Non-spin-polarised single-point calculations with Ansatz 0.2.0 for metallic germanium (space group Cmmm, one atom per cell), using PBEsol, PAW potentials, a 420 eV plane-wave cutoff and Methfessel–Paxton smearing of 0.05 eV. Only the k mesh varies; energies are free energies counted from the run with the 11x11x10 mesh.

```tsv
k mesh	energy less reference (meV/atom)
3x3x3	691.5
4x4x4	258.5
6x6x5	14.7
7x7x7	-14.4
9x9x8	29.5
```

The table holds two kinds of behaviour. From 3x3x3 to 4x4x4 the energy, counted from the 11x11x10 run, falls by a factor of about 2.7, from 691.5 to 258.5 meV per atom. After that it no longer settles from one side: 7x7x7 lies below the reference, and 9x9x8, the densest mesh listed, lies above it again by 29.5 meV. Both the steep fall and the late scatter are consistent with one feature of this crystal, its Fermi surface.

This form of germanium is a metal in the calculation, so some bands are only partly filled. The band part of the energy is an average over all wave vectors k, and at the Fermi surface the occupation drops from full to empty almost at once. A mesh replaces that average by a sum over separate points. Whether a point falls just inside or just outside the surface then matters, and a change of mesh moves most of the points.

The size of the error follows from asking which functions a mesh integrates wrongly. Write the quantity to be averaged as a sum of waves in k, each belonging to a lattice vector of the crystal. A mesh with $N$ divisions averages most of these waves to zero, as it should. It fails for those whose vector $R$ is $N$ times a lattice vector, because such a wave has the same value at every mesh point. The error is the sum of these misread waves, and a denser mesh pushes them out to larger $R$.

How quickly they fade depends on how smooth the averaged quantity is. At a fixed Fermi level, that quantity is the band energy counted from the Fermi level, cut off where the bands become empty. It has a kink at the Fermi surface, and for a spherical surface of radius $k_F$ a kink gives waves that vary as $\sin(k_F R)/(k_F R)^3$. The cube makes the error shrink roughly as one over the number of mesh points. The sine lets it change sign on the way.

Free electrons turn this into a number. Four valence electrons in 19.61 Å³ give $k_F=(3\pi^2\cdot 4/19.61)^{1/3}\approx 1.8$ Å⁻¹ and a Fermi energy $E_F$ of 12.64 eV. Integrating over the filled sphere then gives each misread wave a largest size of $24E_F/(k_F R)^3$.

Take the 4x4x4 mesh. Its eight shortest repeat vectors are four times the eight shortest contacts of the crystal, about 11 Å long, so $k_F R$ is close to 21. One wave then contributes up to $24\times 12.64\ \text{eV}/21^3$, or about 0.03 eV. Eight of them in step give nearly 0.3 eV, and the computed error is 0.26 eV. No constant was adjusted to this row or to any other.

That agreement concerns the scale of the error, not its value. The estimate assumes that all eight waves add up, and free electrons do not say that they do. When the phases of the free-electron sphere are put in, the same eight waves give only about 10 meV at 3x3x3, where the calculation finds 691.5 meV. The real Fermi surface is not a sphere, more distant waves are left out, and on so coarse a mesh the Fermi level itself moves by most of an electronvolt. The model therefore gives the scale of the error and not a strict limit: at 3x3x3 the computed error even lies slightly above the 649 meV of the eight waves in step. Sign and exact size depend on details that the model lacks.

The late rows look different in this light. For 9x9x8 the eight waves in step would amount to about 27 meV, and for the reference mesh itself to about 14 meV. Each entry in the table is a difference between two such errors, so a deviation of 29.5 meV is of the expected size. At 6x6x5 and 7x7x7 the same estimate gives about 98 and 51 meV, well above the computed deviations, so there it serves only as a rough upper scale. The negative value at 7x7x7 is equally ordinary: it may come from that mesh, from the reference or from both. The order of the last three rows depends on how the points of each mesh happen to lie relative to the Fermi surface, and it should not be read as a trend.

The Fermi level, which each run finds by counting electrons, supports this reading. At 9x9x8 it lies 0.15 eV above its reference value, whereas at 6x6x5 it is off by only 0.01 eV. Over the whole table, large shifts of the Fermi level go with large energy errors, apart from a near tie between 6x6x5 and 7x7x7. Both quantities come from the same sampled bands, so this is a sign of consistency rather than an independent proof.

The row 6x6x5 shows why a small deviation should not be taken for convergence. Its total energy is only 14.7 meV from the reference, but the band energy, one part of that total, differs by 0.56 eV. Other parts offset nearly all of it, as is expected: the band energy responds directly to any change in the electron density, while in the self-consistent total such changes largely cancel. The shift is thus a sign that the density still differs from that of the reference, not a measure of the error left in the total. At 9x9x8 the band energy is much closer to the reference, at about 0.09 eV, although the total is further away.

A smooth law misses this part of the story. An error proportional to one over the number of mesh points, with its one constant fitted to all five rows, follows the two coarse meshes well, and these largely fix the constant. At 6x6x5 it expects about 88 meV instead of 14.7, and it can never go below the reference, as 7x7x7 does. It describes how the possible error shrinks, not where a given mesh will land. The analysis printed after this text sets both models beside the computed values.

Smearing is meant to soften the edge of the occupation, but here it is far too narrow to do so. Along the short axis of the 9x9x8 mesh, a free-electron level at the Fermi surface changes by about 4 eV from one point to the next, while the smearing width is 0.05 eV. Put in terms of distance, this smearing would damp the misread waves only beyond roughly 280 Å, and the repeat vectors used for the listed meshes reach only 27 Å. The meshes therefore meet what is in effect a sharp Fermi surface.

Silicon in the diamond structure would behave differently. Its bands are completely full or completely empty, the averaged quantity has no kink, and the misread waves die out exponentially with distance. The same contrast matters in calculations for electronic devices, where a metal contact usually needs a much denser mesh than a semiconducting channel with a cell of similar size. For a metal such as this one, the spread over several dense meshes is a better guide to the remaining error than the agreement of any two.

Printed output of the fit:

```
fit of err on 5 rows: coefficient of inv 18572 +/- 1206; rms 42.6, worst 6x6x5 73.1, leave-one-out rms 68.4
Energy errors and models, meV per atom:
    row  points  computed  in_phase_size  with_phases  smooth_law
  3x3x3      27     691.5            649        9.628       672.5
  4x4x4      64     258.5          273.8        180.5       274.8
  6x6x5     180      14.7          98.36       -3.688       87.83
  7x7x7     343     -14.4          51.09       -10.87        38.8
  9x9x8     648      29.5          27.01        5.572       13.31
Fermi level and bands, eV:
    row  level_step  Fermi_shift  band_energy_change
  3x3x3       10.77      -0.7645             -0.6612
  4x4x4       8.079       0.4519              0.4202
  6x6x5       6.463      0.00981              0.5614
  7x7x7       4.617      -0.1294             -0.1211
  9x9x8        4.04       0.1469            -0.09446
Free-electron Fermi energy (eV): 12.64
In-phase size of the error of the reference mesh itself (meV per atom): 14.44
Length beyond which smearing damps the error (angstrom): 277.5
Longest of the eight repeat distances in the table (angstrom): 26.57
Divisions along c at which the level step equals the smearing width: 646.3
Error of 3x3x3 over that of 4x4x4: 2.675
Energy of 9x9x8 less that of 7x7x7 (meV per atom): 43.9
Rank correlation of the sizes of Fermi shift and energy error: 0.9
Largest smearing entropy term (meV per atom): 3.904
```
